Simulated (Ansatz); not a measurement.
## Appearance energy of a fragment ion: C2H6F2Si2 → [SiH3]+ + C2H3F2Si + e⁻

Gas-phase species: C2H6F2Si2 `C=C[Si](F)(F)[SiH3]`, singlet; [SiH3]+ `[SiH3+]`, singlet; C2H3F2Si `C=C[Si](F)F`, doublet. 

Shapes, held fixed at every level: PBE0-D4/def2-TZVP. Flexible molecules stand in one conformer, not always the lowest. Programs: Ansatz 0.2.0. Electronic energies: no zero-point or thermal term.

```csv
level,kind,ΔE (eV),less CCSD(T)/CBS estimate
HF/def2-TZVPP,Hartree–Fock,+10.14,-1.52
PBE-D4/def2-TZVPP,GGA,+11.57,-0.09
B3LYP-D4/def2-TZVPP,global hybrid,+11.56,-0.10
wB97X-V/def2-TZVPP,range-separated hybrid,+11.62,-0.04
B2PLYP/def2-TZVPP,double hybrid,+11.37,-0.29
CCSD/def2-TZVPP,coupled cluster or CI,+11.41,-0.25
CCSD(T)/CBS estimate,coupled cluster or CI,+11.66,0.00
```

The highest level, CCSD(T)/CBS estimate, gives ΔE = +11.66 eV; the levels span +10.14 to +11.66. The column of differences is taken from that level and isn't an error. No measured value is set beside it here. Spin contamination: C2H3F2Si (⟨S²⟩ up to 0.81). Open shells run unrestricted. The CBS estimate extrapolates MP2 from def2-TZVPP and def2-QZVPP and adds CCSD(T) − MP2 in the triple-zeta set, cores frozen. The onset seen in experiment also holds zero-point changes and kinetic shifts. CCSD(T)/CBS estimate lies outside the range of the other correlated levels here, so it shouldn't be taken on trust.

Forming [SiH3]+ from the neutral disilane costs +10.14 eV at Hartree–Fock, while every level that includes correlation puts it at +11.37 eV or higher. The shortfall follows from the electron count: the Si–Si bonding pair is broken, one of its electrons leaves and the other stays on the difluorovinylsilyl radical. The correlation energy of that pair, present only in the intact molecule, is lost, so a mean-field treatment makes the products look too cheap.

The total can be read as the cost of homolytic Si–Si cleavage plus the ionisation energy of the silyl radical. Ionisation empties the radical's silicon-centred orbital, leaving a planar cation with a vacant 3p orbital and no π-donor substituent to fill it. The three density functionals without a perturbative correlation term agree closely, but this doesn't show that either contribution is accurate by itself. Nor does the calculation establish which fragment preferentially keeps the charge, since the complementary channel giving the difluorovinylsilyl cation and a neutral silyl radical wasn't computed.
